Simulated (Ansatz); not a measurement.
Abstraction of Cl: Si(CH3)2Cl2 + C2HF2 → Si(CH3)2Cl + C2HClF2

Species: Si(CH3)2Cl2 (dichlorodimethylsilane), singlet; C2HF2 `[CH]=C(F)F`, doublet; Si(CH3)2Cl, doublet; C2HClF2 `FC(F)=CCl`, singlet. A radical takes Cl: the energy is the difference in strength between the Si–Cl bond broken and the C–Cl bond made.

Shapes, held fixed at every level: PBE0-D4/def2-TZVP. Programs: Ansatz 0.2.0. The zero-point and thermal change to 298 K, harmonic and unscaled (PBE0-D4/def2-TZVP), is +4.5 kJ/mol.

| level | kind | ΔH(298 K) (kJ/mol) | CPU time (sum over the molecules) |
| --- | --- | --- | --- |
| HF/def2-TZVPP | Hartree–Fock | +121.8 | – |
| PBE-D4/def2-TZVPP | GGA | +62.8 | 35 s |
| B3LYP-D4/def2-TZVPP | global hybrid | +80.0 | 71 s |
| BHLYP-D4/def2-TZVPP | global hybrid | +95.0 | 50 s |
| wB97M-V/def2-TZVPP | range-separated hybrid | +89.4 | 2.4 min |
| wB97X-V/def2-TZVPP | range-separated hybrid | +83.6 | 1.7 min |
| B2PLYP/def2-TZVPP | double hybrid | +80.4 | 68 s |

B2PLYP/def2-TZVPP gives ΔH(298 K) = +80.4 kJ/mol; the levels span +62.8 to +121.8. The median of the levels is +83.6. No measured value is set beside it here. Spin contamination: C2HF2 (⟨S²⟩ up to 0.90). Open shells run unrestricted unless RO is named. Times are processor times on shared x86 and Arm servers, and rough.

Chlorine transfer from silicon to the difluorovinyl radical is clearly endothermic at every level, so the Si–Cl bond broken is stronger than the C–Cl bond made. Silicon is much more electropositive than carbon, which gives Si–Cl a large ionic contribution, reinforced by donation from the chlorine lone pairs into σ* orbitals on silicon. The new bond gains from the sp² carbon, but not enough to compensate.

The sign is secure, the magnitude less so. From PBE through B3LYP and BHLYP to Hartree–Fock, the enthalpy rises with the share of exact exchange, whereas B2PLYP falls back to +80.4 kJ/mol despite its large share, probably because its perturbative correlation restores binding in the more covalent C–Cl bond. The Hartree–Fock value is therefore a poor guide to the bond-strength difference.

Read backwards, the result fits the familiar ability of silyl radicals to take chlorine from organic chlorides. How fast either direction runs depends on a barrier that the reaction enthalpy alone does not supply.
